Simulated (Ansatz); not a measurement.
# A series in volume per atom on Mg

Results calculated with Ansatz 0.2.0, not measured. Periodic Kohn-Sham DFT of a crystal at fixed atoms; pressure and stress are positive in compression; the energy is the free energy less that of spherical unpolarised free atoms; site moments are those in the method's own spheres, positive along +z.

Cell of the first row (space group Fm-3m, No. 225):
```
CELL_PARAMETERS angstrom
0.00000 2.19840 2.19840
2.19840 0.00000 2.19840
2.19840 2.19840 0.00000
ATOMIC_POSITIONS crystal
Mg 0.00000 0.00000 0.00000
```

Settings of every row: method all-electron PAW; functional LDA; relativity scalar; k mesh 16x16x16; filling fermi-dirac; smearing width 0.03 eV; nucleus gaussian.

Atom start moment: 0 on all atoms.

Limits: the cell comes from a prototype or a list of computed structures and needn't be the stable phase.

| row | volume per atom (Å³) | pressure (GPa) |
| --- | --- | --- |
| 1 | 21.251 | 1.039 |
| 2 | 21.262 | 1.016 |
| 3 | 21.703 | 0.172 |
| 4 | 22.155 | -0.611 |
| 5 | 22.381 | -0.973 |
| 6 | 22.607 | ? |
| 7 | 22.833 | -1.645 |
| 8 | 23.059 | -1.956 |
| 9 | 23.512 | -2.532 |

Question: what pressure should row 6 give?

Worked fit of pressure. Take u = (V_r/V)^(2/3) − 1 with V_r = 22.268 Å³ an atom, which is twice the finite (Eulerian) strain; such expansions in the strain, on which the Birch-Murnaghan equation of state is built, carry the rest volume and the bulk modulus. The shown rows have u = 0.03166, 0.0313, 0.01728, 0.0034, -0.00337, -0.01657, -0.023, -0.03559. Least squares give pressure = −0.7942 + 53.617 × u + 134.88 × u² GPa; a straight line predicts inner rows, each left out in turn, worse (root mean square 0.064 against 0.00063 GPa). The rows lie off it by 0.000, 0.000, -0.001, -0.001, 0.000, 0.001, 0.000, 0.000. The pressure vanishes at u = 0.0143, or V = 21.8 Å³ an atom, and there the bulk modulus at fixed shape and fractions is B = −V dP/dV = (2/3)(1 + u) dP/du = 38.9 GPa. The withheld row has u = -0.01002, so the fit gives −0.7942 + 53.617 × (-0.01002) + 134.88 × (-0.01002)² = -1.318 GPa.

The calculation gave -1.318 GPa. The fit meets it to the printed digit.
